## Choosing the Hamiltonian for sixfold lanthanide ions

For the ions La6+ to Lu6+ the step from non-relativistic to Dirac-Coulomb Hartree-Fock is needed for every purpose weighed below. It lowers the total energy by 273 to 721 hartree and raises the configuration-averaged ionisation energy by 0.91 to 3.51 eV in thirteen rows; Tb and Dy, where other shells change, move by −4.68 and +9.74 eV. The Breit and QED terms together give back 4.2 % (La) to 3.4 % (Lu) of that lowering. They are indispensable for totals and K-shell levels, yet together with recoil they change the ionisation energy by only −0.05 (La) to −0.13 eV (Lu) in those thirteen rows, by +0.12 eV at Tb and by −0.32 eV at Dy.

Lanthanide ions La6+ to Lu6+, computed with B-spline radial code 1 at the basis-set limit: Dirac-Coulomb Hartree-Fock (nl average, Fermi nucleus) and non-relativistic Hartree-Fock (configuration average, point nucleus). Breit and QED terms are first-order values on the Dirac-Coulomb orbitals, summed over all electrons except in the two 1s columns.

| species | Z | electrons | configuration | E(Dirac) − E(non-rel.) (hartree) | retardation (hartree) | Uehling (hartree) | Breit frequency dependence (hartree) | self-energy (hartree) | self-energy of the 1s electrons (hartree) | vacuum polarisation of the 1s electrons (hartree) |
| --- | --- | --- | --- | --- | --- | --- | --- | --- | --- | --- |
| La6+ | 57 | 51 | [Kr] 4d10 5s2 5p3 | -272.52 | -0.8082 | -0.7740 | -0.08603 | 5.331 | 4.427 | -0.6494 |
| Ce6+ | 58 | 52 | [Kr] 4d10 5s2 5p4 | -294.31 | -0.8607 | -0.8368 | -0.09437 | 5.677 | 4.702 | -0.7004 |
| Pr6+ | 59 | 53 | [Kr] 4d10 4f1 5s2 5p4 | -317.28 | -0.9145 | -0.9037 | -0.1032 | 6.038 | 4.990 | -0.7547 |
| Nd6+ | 60 | 54 | [Kr] 4d10 4f2 5s2 5p4 | -341.62 | -0.9706 | -0.9752 | -0.1127 | 6.417 | 5.292 | -0.8124 |
| Pm6+ | 61 | 55 | [Kr] 4d10 4f3 5s2 5p4 | -367.41 | -1.029 | -1.051 | -0.1229 | 6.815 | 5.606 | -0.8738 |
| Sm6+ | 62 | 56 | [Kr] 4d10 4f4 5s2 5p4 | -394.70 | -1.090 | -1.132 | -0.1337 | 7.231 | 5.935 | -0.9389 |
| Eu6+ | 63 | 57 | [Kr] 4d10 4f5 5s2 5p4 | -423.59 | -1.153 | -1.219 | -0.1453 | 7.667 | 6.279 | -1.008 |
| Gd6+ | 64 | 58 | [Kr] 4d10 4f6 5s2 5p4 | -454.13 | -1.219 | -1.311 | -0.1577 | 8.123 | 6.637 | -1.082 |
| Tb6+ | 65 | 59 | [Kr] 4d10 4f8 5s2 5p3 | -486.18 | -1.286 | -1.409 | -0.1707 | 8.599 | 7.011 | -1.160 |
| Dy6+ | 66 | 60 | [Kr] 4d10 4f8 5s2 5p4 | -520.46 | -1.359 | -1.513 | -0.1850 | 9.100 | 7.401 | -1.243 |
| Ho6+ | 67 | 61 | [Kr] 4d10 4f9 5s2 5p4 | -556.43 | -1.433 | -1.625 | -0.1999 | 9.622 | 7.807 | -1.331 |
| Er6+ | 68 | 62 | [Kr] 4d10 4f10 5s2 5p4 | -594.32 | -1.510 | -1.743 | -0.2158 | 10.17 | 8.231 | -1.424 |
| Tm6+ | 69 | 63 | [Kr] 4d10 4f11 5s2 5p4 | -634.30 | -1.589 | -1.869 | -0.2326 | 10.74 | 8.673 | -1.523 |
| Yb6+ | 70 | 64 | [Kr] 4d10 4f12 5s2 5p4 | -676.35 | -1.672 | -2.002 | -0.2505 | 11.34 | 9.133 | -1.627 |
| Lu6+ | 71 | 65 | [Kr] 4d10 4f13 5s2 5p4 | -720.64 | -1.757 | -2.145 | -0.2694 | 11.96 | 9.613 | -1.738 |

Z is the nuclear charge, and the electron count is Z − 6. E(Dirac) − E(non-rel.) is the difference of two self-consistent totals, called the relativistic shift below. Retardation and Breit frequency dependence are two parts of the Breit interaction; the third is the magnetic (Gaunt) part. Self-energy and Uehling are the leading QED terms, and the last two columns give the part carried by the two 1s electrons. All rows are configuration averages. One hartree is 27.21 eV.

### The one-electron ion as a guide

The simpler system behind most of the table is the hydrogen-like ion, one electron bound to charge Z. Its 1s electron moves at about Zα times the speed of light c, with α = 1/137.036. The Dirac 1s energy is c²(γ − 1) with γ = √(1 − (Zα)²), the Schrödinger energy is −Z²/2, and the difference starts at −α²Z⁴/8.

For Nd6+, Z = 60 and c² = 18778.9 in atomic units, so (Zα)² = 3600/18778.9 = 0.19170 and γ = 0.89905. The Dirac energy is 18778.9 × (−0.10095) = −1895.7 hartree against −1800, a shift of −95.7 per electron and −191 for the pair. This estimate has no fitted constant. It is 0.56 of the −341.62 hartree in the table, and the ratio runs only from 0.57 at La to 0.55 at Lu. The leading term alone, 60⁴/(8 × 18778.9) = 86.3, is 10 % short of 95.7, which is why the bare pair grows as Z^4.26 and not as Z⁴.

The table grows faster still, as Z^4.43 (this and the other powers are slopes of ln|value| against ln Z over all 15 rows). Screening accounts for the direction: a shell that feels Z − σ has a local power pZ/(Z − σ), larger than its bare power p. The electron count also rises along the series, so the power mixes two changes. Least-squares fits of the logarithm to all rows leave a worst error, relative to the table value, of 4.8 % for Z⁴ with a free amplitude, 2.0 % for the Dirac pair shape, and 0.04 % when one screening constant is added. Amplitude and screening trade against each other and carry no separate meaning, and the 0.56 is a model figure, not a partition of the calculation.

The analogy holds for what happens near the nucleus. It contains no electron-electron term, hence no Breit interaction, and it predicts that relativity binds every orbital more tightly, which is wrong for 4f.

The shift also contains the change from a point to a finite nucleus. A first-order estimate from the density at the Nd nucleus gives roughly +0.5 hartree. That is far too small to shape the trend, but larger than the frequency dependence in that row, so a finite nucleus belongs in the calculation before the small Breit term does.

### Breit: take it whole

The Breit interaction corrects the repulsion of two electrons for their currents and for the finite speed of the photon between them. Its size is the repulsion, ∝ Z for inner shells, times (v/c)² ∝ (Zα)², so α²Z³. In closed shells the net current vanishes and only exchange terms survive. The Gaunt part of the same calculations is positive, 7.77 hartree at La and 16.62 at Lu, about 9.5 times the size of the retardation and of opposite sign. The full Breit energy is therefore positive, 6.88 to 14.59 hartree. Retardation taken alone has the wrong sign, and Gaunt taken alone overshoots the full term by 7.77/6.88 − 1 = 13 % at La.

The frequency dependence enters when the exchanged photon carries the energy difference ω of two different subshells. The small parameter is ωr/c, with ω ∝ Z² and r ∝ 1/Z, which is again Zα; it enters squared and gives α⁴Z⁵. The fitted powers are 3.46 for Gaunt, 3.53 for retardation and 5.19 for the frequency dependence, each above its leading value. Screening pushes in that direction, and for the Gaunt term so do the higher orders in Zα of the Dirac orbitals; the fits do not separate the two. Screened Z³ and Z⁵ forms, fitted as above, follow the two table columns to 0.22 %. The frequency term triples along the series yet reaches only 1.8 % of the Breit energy at Lu.

### QED: a matter of the 1s pair

Both QED terms act within roughly a Compton wavelength of the nucleus, so they follow the s density there and scale at leading order as (α/π)α²Z⁴ hartree. The self-energy smears the electron, weakens its binding and is positive. Vacuum polarisation strengthens the attraction at short range and is negative; the Uehling column is 14.5 % of the self-energy at La and 17.9 % at Lu.

The 1s pair carries 83.0 % of the self-energy at La and 80.4 % at Lu. Written as 2(α/π)α²Z⁴F, its factor F falls from 1.695 to 1.529, which pulls the power below four. This fall is the known hydrogenic behaviour and is built in, because the K- and L-shell values are fixed to hydrogenic ones; the smooth column tests nothing. The shells with n > 2 are good to only 10 to 30 %. In Nd6+ they supply 0.256 hartree, 4.0 % of the self-energy, so the uncertainty there is 0.026 to 0.077 hartree.

Vacuum polarisation goes the other way, with a power of 4.48 for the 1s pair, because the Dirac density piles up at the nucleus as γ drops below one. Averaging the Uehling potential over a point-nucleus Dirac 1s orbital, without parameters, gives 4.55 and overestimates the size in every row: the table is 0.950 of the model at La and 0.935 at Lu. The 1s column includes the positive Wichmann-Kroll term, which the model and the Uehling column do not. In Nd6+ that term totals 0.028 hartree against a gap of 0.8124/0.947 − 0.8124 = 0.045, so it covers at most some 60 %; finite nuclear size and screening act in the same direction on theoretical grounds. With the term counted on both sides, 1s gives 85.7 % of the vacuum polarisation of Nd6+.

### Why the valence needs Dirac and little more

An ionisation energy is a difference of totals with the same core, so whatever lives in the K and L shells cancels. In Nd6+ Breit, QED and recoil add 373 eV to the total and change the ionisation energy by −0.065 eV. The first-order shifts of the averaged 5p level, 0.142 eV from Breit and 0.007 eV from QED, are about twice that change; readjustment of the other orbitals on ionisation is a likely reason, untested here.

The Dirac step does not cancel in this way, because it changes the orbitals themselves. Standard theory names two effects. Directly, s and p1/2 orbitals contract, and 5s and 5p1/2 share in this through the inner part of their own density, close to the nucleus. Indirectly, the contracted shells screen the nucleus better, so 4f, which has almost no density near the nucleus, expands and rises. In the thirteen rows other than Tb and Dy the Dirac ionisation energy exceeds the non-relativistic one by an amount that rises steadily from 0.91 eV (La) to 3.51 eV (Lu). The electron removed is 5p in Nd, Gd and Er, and the smooth run suggests the same for the others. The shift belongs almost wholly to 5p1/2. In Nd6+ the non-relativistic 5p level is bound by 95.65 eV, the Dirac 5p1/2 level by 99.83 eV and the 5p3/2 level by 95.55 eV, so the weighted shift is (4.18 − 2 × 0.11)/3 = 1.32 eV, close to the 1.30 eV of the ionisation energy.

Tb6+ shows the opposite sign of 4f. From Ce to Lu the configuration is 4f^(Z−58) 5s² 5p⁴, except that Tb6+ has 4f⁸ 5p³. Its relativistic shift lies 0.214 hartree above a quartic in Z fitted to the other thirteen rows from Ce to Lu, whose own scatter is 0.007. An energy cycle sizes the effect. If both 4f⁷5p⁴ and 4f⁸5p³ ionise to 4f⁷5p³, the relativistic cost of moving one electron from 5p to 4f is the 5p ionisation shift minus the Tb shift. A quadratic through the twelve regular rows from Ce to Lu gives +2.18 eV at Z = 65, the Tb shift is −4.68 eV, and the difference is 6.86 eV or 0.252 hartree. The small Tb nuclear radius works the other way by roughly 0.03 hartree, which closes most of the gap to 0.214.

That Tb6+ loses a 4f electron is an inference. It rests on the sign of the shift and on a non-relativistic ionisation energy 4.3 eV below the orbital-energy value (95.15 against 99.45 eV), where the regular rows differ by 0.3 to 0.6 eV. Dy6+, shifted by +9.74 eV, has a non-relativistic ionisation energy above its orbital-energy value (109.52 against 104.70 eV), which simple removal with relaxation cannot give, and the run itself warns that the two configurations differ by more than the removed electron. A guess that fits is two 5p electrons out and one 4f in, about 2 × 2.4 + 4.7 = 9.5 eV.

The Breit, QED and recoil change of Dy6+, −0.32 eV, fits the same count: 2 × (−0.10) − 0.12. The rule for a neighbouring case follows. Each 5p → 4f transfer near the middle of the series should cost several eV more with Dirac than without, enough to reorder configurations that lie close, although at Tb itself both Hamiltonians give the same order. The Breit part of that same transfer, read from the Tb deviations of Gaunt (−0.0084) and retardation (+0.0017 hartree), is about −0.2 eV.

### Steps against needs

For valence ionisation to about 1 eV, Dirac-Coulomb is necessary, and Breit and QED can be dropped: with recoil they change the result by at most 0.32 eV (Dy) in the fifteen rows, and by less in Nd (−0.065 eV) and Tb (+0.121 eV). It is not sufficient. Against tabulated theoretical values, uncertain by 2 to 6 eV, the mean deviation of the twelve regular rows goes from −4.94 to −2.82 eV, and the rows within the uncertainty from 9 to 13 of 15. The step improves eleven rows and worsens La, Ce, Tb and Dy. These values are theory and refer to the lowest level, so they separate the two Hamiltonians only weakly. Going from lowest level to lowest level removes something closer to a 5p3/2 electron, whose level moves by only 0.11 eV in Nd and, read the same way, 0.72 eV in Lu, so part of the improvement may be accidental.

The next effort should go to level structure and correlation. The 5p1/2 and 5p3/2 levels of Nd6+ lie at −3.669 and −3.511 hartree, 4.3 eV apart, more than three times the 1.30 eV relativistic shift of the average, and the configuration average erases that splitting. Correlation is absent at both levels. Tb6+ remains 17.4 eV below the tabulated 108 ± 5 eV with all corrections included, and no term of tenths of an eV can repair it. Interpolating the Dirac totals of Eu, Gd, Dy and Ho to Z = 65 puts 4f⁷5p⁴ about 0.5 hartree (13 eV) below the 4f⁸5p³ of the table, so the assumed configuration is not the lowest average at this level; the non-relativistic totals give the same order with a gap of about 0.3 hartree. The Dirac ionisation energy of Dy6+ lies some 13 eV above the run of the regular rows, so there the ion left behind is probably not in its lowest configuration. The near agreement of non-relativistic Dy6+ (−0.48 eV) deserves no trust when relativity moves it by 9.74 eV.

For K-shell energies the order changes. The Nd6+ 1s level at −1613.6 hartree (43.9 keV) is raised by 122.3 eV from zero-frequency Breit and 72.0 eV from the self-energy, and lowered by 11.1 eV from vacuum polarisation, 183 eV net. That is 0.4 % of the level, and any target finer than about 10 eV needs all three terms. These are first-order level shifts in one ion; the powers of Z above indicate how they grow towards Lu. A level also leaves out the relaxation of the other electrons around a 1s hole, which a K-shell ionisation energy needs as a difference of two totals.

For total energies the ranking is the same in every row: relativistic shift, full Breit, self-energy plus Uehling, Uehling alone, frequency dependence. A target of 1 hartree needs Gaunt, retardation, self-energy and Uehling, the last of which passes 1 hartree at Pm. It also needs correlation, which from rough recollection is a few hundredths of a hartree per electron, so a few hartree in all. The frequency dependence matters at 0.1 hartree. In Nd6+ the Wichmann-Kroll term (0.028) and the recoil (0.024 hartree) lie at the lower edge of the outer-shell self-energy uncertainty, so adding them cannot sharpen that total.

The costs can be judged from scaling. With 4f occupied, Dirac needs 19 radial subshells instead of 12, each with a large and a small component, and the pair integrals grow as about (19/12)² ≈ 2.5 before the second component is counted: a modest factor for an atom. Breit, QED and recoil are single first-order evaluations on converged orbitals, the Breit terms needing one more pass over subshell pairs and the QED terms only one-electron integrals. They are cheap enough to keep. Correlation in an open 4f shell is the expensive step, since the number of states grows combinatorially with the occupation, and for the valence it is the one that remains.
